**Form factors and size of 28-electron ions from Pd18+ to Pr31+**

The table holds coherent X-ray scattering factors at four values of $s=\sin\theta/\lambda$ and the summed mean square radius of seven 3d¹⁰ ions, from Dirac-Coulomb Hartree-Fock at the basis limit, without correlation or anomalous dispersion. The program tests the small-$s$ expansion $28-q^2\sum\langle r^2\rangle/6$, a screened hydrogenic size law anchored on I25+, the uniqueness of the assignment of six unlabelled rows, and a hydrogenic shell model of $f$ at high $s$ with screening constants from the I25+ orbital radii. The expansion holds to 0.042 electrons or better at $s=0.25$, the anchored law returns $Z$ within half a unit, and the gaps of $(\sum\langle r^2\rangle)^{-1/2}$ reproduce the steps in $Z$, so that the true assignment fits a line over a hundred times better than the next. The shell model reproduces the opposite curvature of $f$ at $s=2.5$ and 4.0 but misses $f$ by up to 0.26 electrons and $Z$ by up to 3 units at $s=2.5$.

Calculated values. B-spline radial code 1, Dirac-Coulomb Hartree-Fock at the basis-set limit, averaged over the configuration, with a Fermi nucleus, for spherical ions with the configuration [Ar] 3d10. f is the coherent X-ray scattering factor of the spherical density at s = sin θ/λ, in Å⁻¹, and Σ<r²> is summed over all electrons.

## Script

```python
# Table: X-ray form factors f(s) [electrons] and sum <r^2> [bohr^2] of 28-electron 3d10 ions; B-spline radial code,
# Dirac-Coulomb Hartree-Fock. Tested: small-s expansion, screened hydrogenic scaling anchored on I25+,
# uniqueness of the row assignment, hydrogenic shell model of f at high s.
T = {
    'ion': ['Pd18+', 'Cd20+', 'In21+', 'Sn22+', 'Te24+', 'I25+', 'Pr31+'],
    'Z': [46, 48, 49, 50, 52, 53, 59],
    'charge': [18, 20, 21, 22, 24, 25, 31],  # e
    'f_0_25': [26.728, 26.876, 26.94, 26.999, 27.103, 27.149, 27.365],  # electrons
    'f_2_5': [5.27, 5.492, 5.607, 5.727, 5.983, 6.121, 7.11],  # electrons
    'f_3_0': [4.453, 4.671, 4.775, 4.876, 5.073, 5.172, 5.807],  # electrons
    'f_4_0': [3.049, 3.294, 3.414, 3.531, 3.757, 3.865, 4.446],  # electrons
    'r2': [2.853, 2.513, 2.365, 2.23, 1.992, 1.887, 1.401],  # bohr²
}
import numpy as np, itertools
from scipy.constants import physical_constants as pc
from scipy.special import eval_genlaguerre as Lag
ion = T['ion']; Z = np.array(T['Z'], float); r2 = np.array(T['r2'], float)
S = {'f_0_25': 0.25, 'f_2_5': 2.5, 'f_3_0': 3.0, 'f_4_0': 4.0}
F = {k: np.array(T[k], float) for k in S}
q = {k: 4*np.pi*s*pc['Bohr radius'][0]*1e10 for k, s in S.items()}
fm = lambda a, d=3: ' '.join('%.*f' % (d, v) for v in a)
n = np.array([1, 2, 2, 2, 3, 3, 3, 3, 3]); l = np.array([0, 0, 1, 1, 0, 1, 1, 2, 2]); oc = np.array([2, 2, 2, 4, 2, 2, 4, 4, 6])
h1 = (3*n**2 - l*(l+1))/2; h2 = n**2*(5*n**2 + 1 - 3*l*(l+1))/2
a = ion.index('I25+'); hid = [i for i in range(len(Z)) if i != a]
print('q [1/bohr] at s=0.25,2.5,3,4:', fm(q.values()), '; rounding of f, r2: 0.0005')
A = oc@h2; sg = Z[a] - np.sqrt(A/r2[a]); Zi = sg + np.sqrt(A/r2); y = r2**-0.5
quad = 28 - q['f_0_25']**2*r2/6; res = F['f_0_25'] - quad
print('hydrogenic A=%.0f, sigma from I25+ = %.2f; floor of small-s residual %.4f e' % (A, sg, 5e-4*(1+q['f_0_25']**2/6)))
print('ion r2^-1/2 | Z_inferred dev nearest | 28-q2r2/6 table-that resid/r2^2 28-f')
for i in range(len(Z)):
    print(ion[i], '%.4f | %.2f %+.2f %d | %.3f %+.3f %.4f %.3f' % (y[i], Zi[i], Zi[i]-Z[i], Z[np.argmin(abs(Z-Zi[i]))], quad[i], res[i], res[i]/r2[i]**2, 28-F['f_0_25'][i]))
out = []
for p in itertools.permutations(hid):
    z = Z.copy(); z[hid] = Z[list(p)]
    out.append((np.std(y - np.polyval(np.polyfit(z, y, 1), z)), p))
out.sort()
for r, p in out[:2]:
    print('assignment, rms of line r2^-1/2 vs Z: %.5f 1/bohr' % r, ' '.join(ion[j] for j in p))
c = np.polyfit(Z, y, 1)
print('free line: slope %.5f (hydrogenic %.5f), A %.0f, sigma %.2f (trade off)' % (c[0], A**-0.5, c[0]**-2, -c[1]/c[0]))
print('line residual in Z units:', fm((y-np.polyval(c, Z))/c[0]), '; floor up to %.3f' % (0.5*y.max()**3*5e-4/c[0]))
print('gaps of r2^-1/2 / smallest gap:', fm(np.diff(y)/np.diff(y).min(), 2), '; Z steps', fm(np.diff(Z), 0))
sl = {k: np.diff(F[k])/np.diff(Z) for k in S}
for k in S:
    print('slope per Z', k, fm(sl[k]), '| min gap %.3f, total rise %.3f e' % (np.diff(F[k]).min(), F[k][-1]-F[k][0]))
print('slope per Z r2', fm(np.diff(r2)/np.diff(Z)), '| ratio last/first row %.3f' % (r2[-1]/r2[0]))
# typed from further outputs of the same runs: subshell <r> (bohr) and, for I25+, <r^2> (bohr^2), 1s1/2 ... 3d5/2
R = {'I25+': [.027214, .116370, .098346, .103953, .307686, .297590, .307919, .277524, .280837],
     'Cd20+': [.030387, .130867, .111136, .116241, .351859, .342806, .352642, .322781, .325969],
     'Sn22+': [.029045, .124715, .105702, .111007, .332879, .323295, .333315, .303002, .306233]}
RR = oc*np.array([.001004, .016029, .011897, .013163, .108058, .102598, .109612, .090467, .092492])
print('I25+ share of r2 (outputs) %%: K %.1f L %.1f 3s3p %.1f 3d %.1f' % tuple(100*RR[g].sum()/RR.sum() for g in (n == 1, n == 2, (n == 3) & (l < 2), l == 2)))
sig = Z[a] - h1/np.array(R['I25+'])
print('subshell sigma from I25+ <r>:', fm(sig, 1))
for k in ('Cd20+', 'Sn22+'):
    print(k, '<r> model error %:', fm(100*(h1/(Z[ion.index(k)]-sig)/np.array(R[k])-1), 1))
print('shell model r2 error %:', fm([100*((oc*h2/(z-sig)**2).sum()/r-1) for z, r in zip(Z, r2)], 1))
x = np.linspace(0.01, 80, 3000); kk = np.linspace(0, 1.2, 1201); J = np.sinc(np.outer(kk, x)/np.pi); G = []
for ni, li in zip(n, l):
    P = x**(2*li+2)*np.exp(-2*x/ni)*Lag(int(ni-li-1), int(2*li+1), 2*x/ni)**2; G.append(J@P/P.sum())
def parts(z, qq):
    w = np.array([o*np.interp(qq/(z-s), kk, g) for o, s, g in zip(oc, sig, G)])
    return np.array([w[0], w[1:4].sum(), w[4:7].sum(), w[7:].sum()])
zg = np.arange(42, 64.01, 0.05)
for k in ('f_2_5', 'f_3_0', 'f_4_0'):
    W = np.array([parts(z, q[k]) for z in Z]); m = W.sum(1); D = np.diff(W, axis=0)/np.diff(Z)[:, None]
    print(k, 'model-table [e]:', fm(m-F[k]))
    for i in (0, -1):
        print('  ', ion[i], 'model K L 3s3p 3d [e]:', fm(W[i], 2))
    print('   part slopes/Z first:', fm(D[0]), '| last:', fm(D[-1]))
    print('   model slope/Z:', fm(D.sum(1)))
    mg = np.array([parts(z, q[k]).sum() for z in zg]) - m[a] + F[k][a]
    print('   Z inferred (offset to I25+) minus true Z:', fm([zg[np.argmin(abs(mg-f))]-z for f, z in zip(F[k], Z)], 2))
assert (np.diff(r2) < 0).all() and all((np.diff(F[k]) > 0).all() for k in S)
assert (res > 0).all() and (res < 0.06).all()
assert list(out[0][1]) == hid
assert sl['f_2_5'][-1] > sl['f_2_5'][0] and sl['f_4_0'][-1] < sl['f_4_0'][0]
```

Output:

```
q [1/bohr] at s=0.25,2.5,3,4: 1.662 16.625 19.950 26.599 ; rounding of f, r2: 0.0005
hydrogenic A=3024, sigma from I25+ = 12.97; floor of small-s residual 0.0007 e
ion r2^-1/2 | Z_inferred dev nearest | 28-q2r2/6 table-that resid/r2^2 28-f
Pd18+ 0.5920 | 45.52 -0.48 46 | 26.686 +0.042 0.0052 1.272
Cd20+ 0.6308 | 47.66 -0.34 48 | 26.842 +0.034 0.0053 1.124
In21+ 0.6503 | 48.73 -0.27 49 | 26.911 +0.029 0.0053 1.060
Sn22+ 0.6696 | 49.79 -0.21 50 | 26.973 +0.026 0.0053 1.001
Te24+ 0.7085 | 51.93 -0.07 52 | 27.082 +0.021 0.0052 0.897
I25+ 0.7280 | 53.00 +0.00 53 | 27.131 +0.018 0.0051 0.851
Pr31+ 0.8449 | 59.43 +0.43 59 | 27.355 +0.010 0.0053 0.635
assignment, rms of line r2^-1/2 vs Z: 0.00008 1/bohr Pd18+ Cd20+ In21+ Sn22+ Te24+ Pr31+
assignment, rms of line r2^-1/2 vs Z: 0.01036 1/bohr Pd18+ Cd20+ Sn22+ In21+ Te24+ Pr31+
free line: slope 0.01945 (hydrogenic 0.01818), A 2644, sigma 15.57 (trade off)
line residual in Z units: 0.006 0.000 -0.000 -0.003 -0.004 -0.004 0.005 ; floor up to 0.008
gaps of r2^-1/2 / smallest gap: 2.00 1.00 1.00 2.00 1.00 6.03 ; Z steps 2 1 1 2 1 6
slope per Z f_0_25 0.074 0.064 0.059 0.052 0.046 0.036 | min gap 0.046, total rise 0.637 e
slope per Z f_2_5 0.111 0.115 0.120 0.128 0.138 0.165 | min gap 0.115, total rise 1.840 e
slope per Z f_3_0 0.109 0.104 0.101 0.099 0.099 0.106 | min gap 0.099, total rise 1.354 e
slope per Z f_4_0 0.123 0.120 0.117 0.113 0.108 0.097 | min gap 0.108, total rise 1.397 e
slope per Z r2 -0.170 -0.148 -0.135 -0.119 -0.105 -0.081 | ratio last/first row 0.491
I25+ share of r2 (outputs) %: K 0.1 L 5.7 3s3p 45.6 3d 48.6
subshell sigma from I25+ <r>: -2.1 1.4 2.2 4.9 9.1 11.0 12.4 15.2 15.6
Cd20+ <r> model error %: -1.5 -1.5 -1.9 -0.2 -1.3 -1.5 -0.4 -0.9 -0.5
Sn22+ <r> model error %: -0.9 -0.9 -1.1 -0.1 -0.8 -0.9 -0.2 -0.5 -0.3
shell model r2 error %: -4.2 -3.4 -3.0 -2.6 -1.9 -1.6 0.3
f_2_5 model-table [e]: 0.150 0.079 0.044 0.008 -0.060 -0.093 -0.264
   Pd18+ model K L 3s3p 3d [e]: 1.89 3.56 0.33 -0.36
   Pr31+ model K L 3s3p 3d [e]: 1.93 4.95 -0.06 0.03
   part slopes/Z first: 0.004 0.128 -0.047 -0.010 | last: 0.003 0.094 -0.016 0.056
   model slope/Z: 0.076 0.080 0.084 0.094 0.105 0.136
   Z inferred (offset to I25+) minus true Z: -3.05 -2.25 -1.75 -1.20 -0.35 -0.00 1.00
f_3_0 model-table [e]: 0.195 0.169 0.150 0.129 0.081 0.053 -0.121
   Pd18+ model K L 3s3p 3d [e]: 1.84 2.52 0.52 -0.23
   Pr31+ model K L 3s3p 3d [e]: 1.90 4.03 0.11 -0.34
   part slopes/Z first: 0.006 0.131 -0.014 -0.027 | last: 0.004 0.106 -0.038 0.005
   model slope/Z: 0.096 0.085 0.080 0.074 0.072 0.077
   Z inferred (offset to I25+) minus true Z: -1.30 -1.25 -1.15 -0.95 -0.40 -0.00 1.90
f_4_0 model-table [e]: -0.013 0.007 0.015 0.023 0.030 0.032 -0.004
   Pd18+ model K L 3s3p 3d [e]: 1.73 1.04 0.31 -0.05
   Pr31+ model K L 3s3p 3d [e]: 1.82 2.40 0.50 -0.28
   part slopes/Z first: 0.010 0.102 0.034 -0.013 | last: 0.006 0.104 0.001 -0.020
   model slope/Z: 0.133 0.128 0.124 0.117 0.109 0.091
   Z inferred (offset to I25+) minus true Z: 0.35 0.20 0.15 0.05 -0.00 -0.00 0.45
```
